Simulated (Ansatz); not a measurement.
## Ligand exchange: InH3 + Al(CH3)(SH)2 → InH2(SH) + AlH(CH3)(SH)

Species: InH3 `[InH3]`, singlet; Al(CH3)(SH)2, singlet; InH2(SH), singlet; AlH(CH3)(SH), singlet. The partners trade H for SH: In–H and Al–SH bonds give way to In–SH and Al–H.

Shapes, held fixed at every level: PBE0-D4/def2-TZVP. Flexible molecules stand in one conformer, not always the lowest. Programs: Ansatz 0.2.0. Electronic energies: no zero-point or thermal term.

| level | kind | ΔE (kJ/mol) | less CCSD(T)/def2-TZVPP |
| --- | --- | --- | --- |
| HF/def2-TZVPP | Hartree–Fock | +8.7 | -3.9 |
| PBE0-D4/def2-TZVPP | global hybrid | +13.6 | +1.0 |
| wB97X-V/def2-TZVPP | range-separated hybrid | +13.2 | +0.6 |
| B2PLYP/def2-TZVPP | double hybrid | +8.7 | -3.9 |
| MP2/def2-TZVPP | perturbation theory | +11.6 | -1.0 |
| CCSD/def2-TZVPP | coupled cluster or CI | +12.6 | 0.0 |
| CCSD(T)/def2-TZVPP | coupled cluster or CI | +12.6 | 0.0 |

The highest level, CCSD(T)/def2-TZVPP, gives ΔE = +12.6 kJ/mol; the levels span +8.7 to +13.6. The column of differences is taken from that level and isn't an error. No measured value is set beside it here. For atoms past krypton def2 sets carry core potentials with scalar relativity. Outer-core shells of In are correlated in most correlated rows, in sets that cover them unevenly.

The exchange is uphill at every level, so SH favours aluminium over indium when hydride is the competing ligand. Both metals bind hydride and thiolate, and the sign means that replacing In by Al strengthens the M–S bond more than the M–H bond. Aluminium is the more electropositive metal, which favours the more polar Al–S bond. Donation from a sulfur lone pair into the empty p orbital on aluminium probably helps, though the two SH groups in the reactant must share that orbital. The preference is modest, as expected for a soft donor such as sulfur.

Hartree–Fock already gives the right sign, so the preference doesn't depend on electron correlation, which raises it only moderately at the coupled-cluster level. The number of bonds of each formal type is conserved, so much of the correlation energy cancels, and the triples leave the CCSD value of +12.6 kJ/mol unchanged. These energies describe isolated monomers, and association through hydride or thiolate bridges, common for such Lewis-acidic metals, could shift the balance.
